# Frozen wave functions in the Hartree distortion of the flat bands at 1.08°

## The result

Take a graphene bilayer twisted by $\theta=1.08^\circ$, with lattice constant $a\approx0.246$ nm. The moiré period is $L=a/[2\sin(\theta/2)]=13.05$ nm, the cell area is $A=\sqrt3L^2/2=147.5$ nm$^2$, and the six shortest moiré reciprocal vectors have length $G=4\pi/(\sqrt3L)=0.556$ nm$^{-1}$. The filling $\nu$ counts electrons per cell from neutrality, $-4\le\nu\le4$, shared equally among the four spin-valley flavours. Any Hartree potential of the neutral bilayer is absorbed in the reference Hamiltonian $H_0$, the continuum model of Bistritzer and MacDonald.

Write the added density as $n(\mathbf r)=(\nu/A)\sum_{\mathbf G}\rho_{\mathbf G}e^{i\mathbf G\cdot\mathbf r}$ with $\rho_0=1$ and the origin at an AA site. For a sheet midway between two gates, each a distance $d$ away, a harmonic of wave number $q$ decays as $\sinh[q(d-|z|)]$, and the jump of the displacement field at the sheet gives the potential energy of an electron,

$$V_H(\mathbf r)=\frac{\nu}{A}\sum_{\mathbf G\neq0}V(G)\,\rho_{\mathbf G}\,e^{i\mathbf G\cdot\mathbf r},\qquad V(q)=\frac{e^2\tanh(qd)}{2\epsilon_0\epsilon q}.$$

The $\mathbf G=0$ term shifts all states alike and belongs to the gate voltage. For an assumed $d=20$ nm, $Gd=11.1$ and $1-\tanh Gd=4\times10^{-10}$, so I set the tanh to one. Since $GA=2\pi L$, the first star then has exactly

$$U\equiv\frac{V(G)}{A}=\frac{e^2}{4\pi\epsilon_0\epsilon L}=\frac{110\ \text{meV}}{\epsilon},$$

which is 22.1 meV for $\epsilon=5$ and 11.0 meV for $\epsilon=10$.

With both valleys filled alike the density has sixfold symmetry, so $\rho_{\mathbf G}=\bar\rho$ is real and common to the star, and each harmonic has amplitude $u_0=\nu U\bar\rho$. Let $\Lambda_{\mathbf k}$ be the star average of $\langle\psi_{\mathbf k}|e^{i\mathbf G\cdot\mathbf r}|\psi_{\mathbf k}\rangle$, which is real because the star contains $-\mathbf G$ with $\mathbf G$. First-order perturbation theory gives

$$\delta E_{\mathbf k}=6u_0\Lambda_{\mathbf k},\qquad \delta E_K-\delta E_\Gamma=6\,\nu\,U\bar\rho\,(\Lambda_K-\Lambda_\Gamma).$$

Flat-band states at K and M pile up on AA, those at $\Gamma$ avoid it. Electron doping raises K and M against $\Gamma$. The upper flat band has its maximum at $\Gamma$, an energy $W$ above the Dirac point at K, so it flattens and then inverts when the shift passes $W$. Holes do the mirror image to the lower band. As illustrative inputs I take $\bar\rho=\Lambda_K=0.4$, $\Lambda_\Gamma=0$ and $W=10$ meV, so the shift per carrier is $0.96\,U$.

## Where the assumption enters

The source of $V_H$ was the added carriers alone, in eigenstates of $H_0$. But $V_H$ acts on every electron in the bilayer, the filled Dirac sea included, and pushes charge off AA. That induced charge is first order in $V_H$, hence first order in $\nu$, the same order as the source we kept. Freezing the wave functions is therefore not an expansion in $\nu$. It is the zeroth term of an expansion in another parameter, which I now compute.

## The first correction

Apply $V_{\mathbf q}e^{i\mathbf q\cdot\mathbf r}+\text{c.c.}$ to a sample of area $S$. A filled state changes by $\delta|v\rangle=-\sum_c|c\rangle\langle c|V|v\rangle/(E_c-E_v)$, and mixing among filled states cancels in the density. The component $\delta n_{\mathbf q}=S^{-1}\sum_v\delta\langle v|e^{-i\mathbf q\cdot\mathbf r}|v\rangle$ gets one term from the ket and one from the bra, equal for an isotropic cone:

$$\delta n_{\mathbf q}=-\Pi(q)V_{\mathbf q},\qquad \Pi(q)=\frac{2}{S}\sum_{v,c}\frac{|\langle c|e^{i\mathbf q\cdot\mathbf r}|v\rangle|^2}{E_c-E_v}.$$

I evaluate this for the neutral layers without tunnelling, and we shall test that choice afterwards. There are $N=8$ cones (2 layers, 2 valleys, 2 spins) with $E=\pm\hbar v k$. With $\mathbf k'=\mathbf k+\mathbf q$ and $\chi$ the angle between $\mathbf k$ and $\mathbf k'$, the valence-conduction spinor overlap squared is $(1-\cos\chi)/2$, so

$$\Pi(q)=2N\int\frac{d^2k}{(2\pi)^2}\,\frac{(1-\cos\chi)/2}{\hbar v\,(k+k')}.$$

Use elliptic coordinates, $k=\tfrac q2(\cosh\mu+\cos\phi)$ and $k'=\tfrac q2(\cosh\mu-\cos\phi)$, with $\mu\ge0$, $0\le\phi<2\pi$ and $d^2k=kk'\,d\mu\,d\phi$. The cosine rule gives $1-\cos\chi=[q^2-(k-k')^2]/(2kk')=q^2\sin^2\phi/(2kk')$. The Jacobian cancels, and $k+k'=q\cosh\mu$:

$$\Pi(q)=\frac{2N}{4\pi^2}\,\frac{q}{4\hbar v}\int_0^{2\pi}\!\sin^2\phi\,d\phi\int_0^\infty\!\frac{d\mu}{\cosh\mu}=\frac{2N}{4\pi^2}\,\frac{q}{4\hbar v}\cdot\pi\cdot\frac{\pi}{2}=\frac{Nq}{16\hbar v}.$$

The induced density makes its own potential $V(G)\,\delta n_{\mathbf G}$. The first correction to the amplitude is $\delta u=-x\,u_0$, with

$$x=V(G)\,\Pi(G)=\frac{e^2}{2\epsilon_0\epsilon G}\cdot\frac{G}{2\hbar v}=\frac{\pi\alpha_g}{\epsilon},\qquad \alpha_g=\frac{e^2}{4\pi\epsilon_0\hbar v}.$$

The wave number has dropped out. The parameter contains neither $\nu$ nor the twist angle.

## How large

For a typical $v\approx1.0\times10^6$ m/s, $\hbar v=0.658$ eV nm, $\alpha_g=2.19$ and $\pi\alpha_g=6.87$. Then $x=1.37$ at $\epsilon=5$ and $0.69$ at $\epsilon=10$. At $\epsilon=5$ the first correction exceeds the term it corrects, and stopping there would reverse the sign of the distortion. The series $1-x+x^2-\dots$ does not converge for $x>1$, but we do not need it. The sea responds to the total amplitude $u$, so $u=u_0-xu$, and

$$u=\frac{u_0}{1+x},\qquad \delta E_K-\delta E_\Gamma=6\,\nu\,\bar\rho\,(\Lambda_K-\Lambda_\Gamma)\,\frac{e^2}{4\pi\epsilon_0L\,(\epsilon+\pi\alpha_g)}.$$

The shift stays linear in $\nu$, with $\epsilon$ replaced by $\epsilon_{\rm eff}=\epsilon+\pi\alpha_g$. With $\nu^*=W/(\text{shift per carrier})$, the model gives the following, where third digits are carried only for the arithmetic.

| | $\epsilon=5$ | $\epsilon=10$ |
|---|---|---|
| $x$ | 1.37 | 0.69 |
| $1/(1+x)$ | 0.42 | 0.59 |
| $\epsilon_{\rm eff}$ | 11.9 | 16.9 |
| shift per carrier, frozen (meV) | 21.2 | 10.6 |
| shift per carrier, relaxed (meV) | 8.9 | 6.3 |
| $\nu^*$, frozen | 0.5 | 0.9 |
| $\nu^*$, relaxed | 1.1 | 1.6 |

Relaxation roughly halves the distortion, and doubling the surrounding $\epsilon$ weakens it by a factor 1.4, not 2. The factors $1/(1+x)$ do not depend on the assumed form factors or on $W$.

## Questions

**At the magic angle the layers are anything but decoupled. Why trust this $\Pi$?**

Trust it for its size, not its digits. The transition energy is $\hbar vG\cosh\mu$, so nothing lies below $\hbar vG=366$ meV. Cutting the $\mu$ integral at energy $E$ gives the fraction $(2/\pi)\arccos(\hbar vG/E)$, so half of $\Pi$ comes from above $\sqrt2\,\hbar vG=0.52$ eV. A typical tunnelling $w\approx110$ meV is 0.30 of $\hbar vG$. That is moderate, but $w$ is 0.52 of $\hbar vk_\theta=211$ meV, where $k_\theta=G/\sqrt3$ is the separation of the two layers' Dirac points, and the lowest states are rebuilt into flat bands.

We can count their share. The flat bands hold eight states per cell, one per cone, half from its valence side. So $\pi k_c^2A/(2\pi)^2=1/2$ and $k_c/G=(\sqrt3/4\pi)^{1/2}=0.371$. A transition touches such a state if $k$ or $k'$ is below $k_c$, that is $\cosh\mu<s+|\cos\phi|$ with $s=2k_c/G$. Using $\int_0^{\mu}d\mu'/\cosh\mu'=\arccos(1/\cosh\mu)$, the share is

$$f=\frac{8}{\pi^2}\int_0^{\arccos(1-s)}\sin^2\phi\;\arccos\frac{1}{s+\cos\phi}\,d\phi=0.28.$$

Every transition adds a positive term to $\Pi$. Delete that share altogether and assume the rest survives tunnelling. Then $\pi\alpha_g$ becomes 5.0, $\epsilon_{\rm eff}$ becomes 10.0 and 15.0, and the shifts are 10.6 and 7.1 meV per carrier. The conclusion holds. In the other direction I have no bound. Transitions between flat and remote bands can have smaller denominators than 366 meV, which would strengthen the screening. A velocity 10 per cent lower also does, taking $\epsilon_{\rm eff}$ from 11.9 to 12.6.

**With tunnelling, $\Pi$ is a matrix $\Pi_{\mathbf{GG}'}$. Does your scalar equation survive?**

Within the first star it does. The potential is the symmetric combination of six harmonics, and sixfold symmetry makes that an eigenvector of the six-by-six block, so $\Pi(G)$ is replaced by $\sum_{\mathbf G'}\Pi_{\mathbf{GG}'}$. The second star, at $\sqrt3G$, is a weak source. For a Gaussian lump on AA its form factor is $0.4^3=0.064$, and its direct shift at K relative to the first star is $(0.064/0.4)^2/\sqrt3$, or 1.5 per cent.

**Is $\epsilon=10$ not already a way of including this?**

Often it is, and then applying $1/(1+x)$ counts the screening twice. For hBN with typical static values $\epsilon_\parallel\approx6.9$ and $\epsilon_\perp\approx3.5$, Laplace's equation gives a decay constant $q\sqrt{\epsilon_\parallel/\epsilon_\perp}$ and a sheet potential with $\epsilon=\sqrt{\epsilon_\parallel\epsilon_\perp}=4.9$. So $\epsilon\approx5$ is the crystal around the bilayer, and the model turns it into $\epsilon_{\rm eff}$ of 10 to 12. The frozen formula with $\epsilon=10$ imitates the relaxed formula with $\epsilon=5$. The relaxed $\epsilon=10$ column applies only if the surroundings really screen that strongly. A self-consistent calculation that keeps many remote bands generates part of $x$ by itself, as much as its band cutoff admits.

**Relaxed wave functions should also give a shift in $\nu^2$.**

They do, through $\sum_m|V_{mn}|^2/(E_n-E_m)$, but symmetry restrains it. If the small rotation of the sublattice spinors is neglected, the continuum model has a unitary particle-hole operation $P$ that swaps the layers, sends $\mathbf r\to-\mathbf r$ and obeys $PH_0P^{-1}=-H_0$. It leaves $V_H$ unchanged, so $P(H_0+V_H)P^{-1}=-(H_0-V_H)$. Terms even in $u$ are thus opposite for the upper and lower flat band. The Dirac points stay degenerate and are symmetry-equivalent within a valley, so there the even terms vanish. At $\Gamma$ they change only the splitting of the two flat states. Those states are symmetry singlets, the nearest remote states are doublets, and a fully symmetric $V_H$ does not connect them.

For a size, note that $\sum_{m\neq n}|V_{mn}|^2$ is the variance of $V_H$ in the state, which is $6u^2$ for a uniform density. Assume denominators of order $\hbar vk_\theta$. At $\epsilon=5$ the screened scale is $U/(1+x)=9.3$ meV, so at $\nu=2$ we have $u=7.4$ meV and $6u^2/\hbar vk_\theta=1.6$ meV, against a linear shift of 18 meV. That is about a tenth, before any cancellation between states above and below.

**And the carriers in the flat band itself? They are a metal.**

That response is missing from my $\Pi$, and it acts on $\nu\bar\rho$. As $\Gamma$ sinks through the Fermi level, carriers move into states with $\Lambda\approx0$, which do not feed the potential. If the $\Gamma$ patch covers an assumed fraction $p=0.1$ of the zone, it absorbs at most $4p=0.4$ carriers per cell, and the source becomes $(\nu-0.4)\Lambda_K$. At $\nu=2$ that is a 20 per cent reduction. Since $\Gamma$ meets the Fermi level before it passes K, the values of $\nu^*$ in the table move up by as much as 0.4. This offset, more than the $u^2$ term, is what bends the linear law in this model.

**The layers are not in one plane.**

Take a spacing $d_0\approx0.335$ nm and the same $\epsilon$ between the layers. The in-plane twofold axis makes the first-star charge equal in both layers. Each layer sees its own half at full strength and the other half reduced by $e^{-Gd_0}$, so $V\to gV$ with $g=(1+e^{-Gd_0})/2$. Here $Gd_0=0.186$ and $g=0.915$, a bare reduction of 8.5 per cent. The induced charge is weakened equally, $u=gu_0/(1+gx)$, so $\epsilon_{\rm eff}=\epsilon/g+\pi\alpha_g=12.3$ for $\epsilon=5$. Only a 4 per cent reduction is left.

**What about exchange, and how do these numbers stand against real devices?**

Exchange is outside this treatment and is not small. Its scale is also $U$, between the screened 9.3 meV and the bare 22.1 meV at $\epsilon=5$, times form factors below one. It acts within a flavour, while the Hartree term collects the charge of all four. It therefore rivals the shift from one or two carriers, and it can break the flavour symmetry I assumed. The figures in meV are the model's. The form factors were chosen at a size typical of continuum-model wave functions, which places the relaxed shift in the range typical for such devices, some 5 to 10 meV per carrier, and that placement is no test. What the derivation supports is the ratio: for hBN with $\epsilon=5$, the model's relaxed distortion is 0.42 of the frozen one with the full decoupled $\Pi$, and 0.50 with the flat-band share removed.